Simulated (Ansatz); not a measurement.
Nb: pressure against volume per atom

Results calculated with Ansatz 0.2.0, not measured. Periodic Kohn-Sham DFT of a crystal at fixed atoms; pressure and stress are positive in compression; the energy is the free energy less that of spherical unpolarised free atoms; site moments are those in the method's own spheres, positive along +z.

Cell of the first row (space group Fm-3m, No. 225):
```
CELL_PARAMETERS angstrom
0.00000 2.07180 2.07180
2.07180 0.00000 2.07180
2.07180 2.07180 0.00000
ATOMIC_POSITIONS crystal
Nb 0.00000 0.00000 0.00000
```

Settings of every row: method all-electron PAW; functional LDA; relativity scalar; k mesh 13x13x13; filling fermi-dirac; smearing width 0.03 eV; nucleus gaussian.

Atom start moment: 0 on all atoms.

| row | volume per atom (Å³) | pressure (GPa) |
| --- | --- | --- |
| 1 | 17.786 | -0.13 |
| 2 | 18.165 | -3.837 |
| 3 | 18.543 | ? |
| 4 | 18.733 | -8.819 |
| 5 | 18.922 | -10.323 |
| 6 | 19.111 | -11.749 |
| 7 | 19.3 | -13.1 |
| 8 | 19.679 | -15.591 |
| 9 | 20.057 | -17.83 |

Question: what pressure should row 3 give?

Worked fit of pressure. Take u = (V_r/V)^(2/3) − 1 with V_r = 19.017 Å³ an atom, which is twice the finite (Eulerian) strain; such expansions in the strain, on which the Birch-Murnaghan equation of state is built, carry the rest volume and the bulk modulus. The shown rows have u = 0.04562, 0.03103, 0.01008, 0.00334, -0.00328, -0.0098, -0.02255, -0.03487. Least squares give pressure = −11.0424 + 214.221 × u + 554.9 × u² GPa; a straight line predicts inner rows, each left out in turn, worse (root mean square 0.3 against 0.016 GPa). The rows lie off it by -0.015, 0.024, 0.008, -0.002, -0.010, -0.012, 0.000, 0.008 (root mean square 0.012 GPa). The withheld row has u = 0.01697, so the fit gives −11.0424 + 214.221 × (0.01697) + 554.9 × (0.01697)² = -7.247 GPa.

The calculation gave -7.236 GPa. The fit lies 0.011 GPa (0.062 % of the column's range) below it; its largest miss of a shown row is 0.024 GPa.
